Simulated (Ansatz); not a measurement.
Ti: the change of energy above lowest point with volume scale

Results calculated with Ansatz 0.2.0, not measured. Free energy against uniform scaling of the volume at fixed shape and fractions; periodic cell, basis, potentials, k mesh and filling as listed.

The cell before it is scaled or strained (space group Fm-3m, No. 225):
```
Ti
1.0
      0.0000     2.0300     2.0300
      2.0300     0.0000     2.0300
      2.0300     2.0300     0.0000
Ti
1
Direct
  0.00000 0.00000 0.00000
```

Settings of every row: functional PBEsol; dispersion none; potentials all-electron LAPW; k mesh 12x12x12; k shift 0x0x0; occupations methfessel paxton; smearing width 0.05 eV; spin none; SCF threshold exponent -9.

Limits: coarse k mesh, up to 40 meV an atom off.

| row | volume scale | V (Å³/atom) | energy above lowest point (meV/atom) |
| --- | --- | --- | --- |
| 1 | 0.94 | 15.727 | 20.3 |
| 2 | 0.96 | 16.062 | 8.5 |
| 3 | 0.98 | 16.396 | 1.8 |
| 4 | 1 | 16.731 | 0 |
| 5 | 1.02 | 17.065 | 2.8 |
| 6 | 1.04 | 17.4 | 9.8 |
| 7 | 1.06 | 17.735 | ? |

Question: what energy above lowest point should row 7 give?

Worked fit of energy above lowest point. Take u = (V_r/V)^(2/3) − 1 with V_r = 16.564 Å³ an atom, which is twice the finite (Eulerian) strain; such expansions in the strain, on which the Birch-Murnaghan equation of state is built, carry the rest volume and the bulk modulus. The shown rows have u = 0.03517, 0.02073, 0.00682, -0.00667, -0.01967, -0.03229. Least squares give energy above lowest point = 0.33 + 132.4 × u + 12810 × u² − 11996 × u³ meV/atom; a parabola predicts inner rows, each left out in turn, worse (root mean square 0.15 against 0.057 meV/atom). All shown rows lie on it to the printed digit. Its lowest point lies at u = -0.0051, or V = 16.69 Å³ an atom, and the curvature there gives the bulk modulus at fixed shape and fractions, B = (4/9)(1 + u)² E″(u)/V = 110 GPa. The withheld row has u = -0.04452, so the fit gives 0.33 + 132.4 × (-0.04452) + 12810 × (-0.04452)² − 11996 × (-0.04452)³ = 20.9 meV/atom.

The calculation gave 20.9 meV/atom. The fit meets it to the printed digit. This row lies beyond the range of the fit.
